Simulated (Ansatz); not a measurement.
## A series in volume scale on BN

All results are calculated (Ansatz 0.2.0). Free energy against uniform scaling of the volume at fixed shape and fractions; periodic cell, basis, potentials, k mesh and filling as listed.

The cell before it is scaled or strained (space group F-43m, No. 216):
```
cell vectors (Å)
   0.0000     1.8075     1.8075
   1.8075     0.0000     1.8075
   1.8075     1.8075     0.0000
atoms (fractions of the cell vectors)
B   0.00000  0.00000  0.00000
N   0.25000  0.25000  0.25000
```

Settings of every row: functional r2SCAN; dispersion none; potentials PAW; wave cutoff 600 eV; density cutoff 2400 eV; k mesh 10x10x10; k shift 0x0x0; occupations fixed; smearing width 0 eV; spin none.

```csv
row,volume scale,V (Å³/atom),pressure (GPa),energy above lowest point (meV/atom)
1,0.9,5.315,47.46,77.2
2,0.925,5.462,?,?
3,0.95,5.61,19.98,16
4,0.975,5.758,8.48,3
5,1,5.905,-1.74,0
6,1.025,6.053,-10.84,5.9
7,1.05,6.2,-18.94,19.7
8,1.075,6.348,-26.14,40.5
9,1.1,6.496,-32.55,67.6
```

Question: what pressure and energy above lowest point should row 2 give?

Worked fit of pressure. Take u = (V_r/V)^(2/3) − 1 with V_r = 5.979 Å³ an atom, which is twice the finite (Eulerian) strain; such expansions in the strain, on which the Birch-Murnaghan equation of state is built, carry the rest volume and the bulk modulus. The shown rows have u = 0.08164, 0.04338, 0.02543, 0.00834, -0.00817, -0.02391, -0.03914, -0.05379. Least squares give pressure = −6.427 + 552.84 × u + 1274 × u² + 478 × u³ GPa; a parabola predicts inner rows, each left out in turn, worse (root mean square 0.042 against 0.023 GPa). The rows lie off it by 0.00, -0.01, 0.02, -0.01, 0.02, -0.02, 0.00, 0.00. The pressure vanishes at u = 0.0113, or V = 5.879 Å³ an atom, and there the bulk modulus at fixed shape and fractions is B = −V dP/dV = (2/3)(1 + u) dP/du = 392 GPa. The withheld row has u = 0.06215, so the fit gives −6.427 + 552.84 × (0.06215) + 1274 × (0.06215)² + 478 × (0.06215)³ = 32.97 GPa.

The calculation gave 32.91 GPa. The fit lies 0.06 GPa (0.075 % of the column's range) above it; its largest miss of a shown row is 0.02 GPa.

Worked fit of energy above lowest point. Take u = (V_r/V)^(2/3) − 1 with V_r = 5.979 Å³ an atom, which is twice the finite (Eulerian) strain; such expansions in the strain, on which the Birch-Murnaghan equation of state is built, carry the rest volume and the bulk modulus. The shown rows have u = 0.08164, 0.04338, 0.02543, 0.00834, -0.00817, -0.02391, -0.03914, -0.05379. Least squares give energy above lowest point = 1.92 − 360.8 × u + 15883 × u² − 2074 × u³ meV/atom; a parabola predicts inner rows, each left out in turn, worse (root mean square 0.17 against 0.036 meV/atom). All shown rows lie on it to the printed digit. Its lowest point lies at u = 0.0114, or V = 5.878 Å³ an atom, and the curvature there gives the bulk modulus at fixed shape and fractions, B = (4/9)(1 + u)² E″(u)/V = 392 GPa. The withheld row has u = 0.06215, so the fit gives 1.92 − 360.8 × (0.06215) + 15883 × (0.06215)² − 2074 × (0.06215)³ = 40.3 meV/atom.

The calculation gave 40.3 meV/atom. The fit meets it to the printed digit.
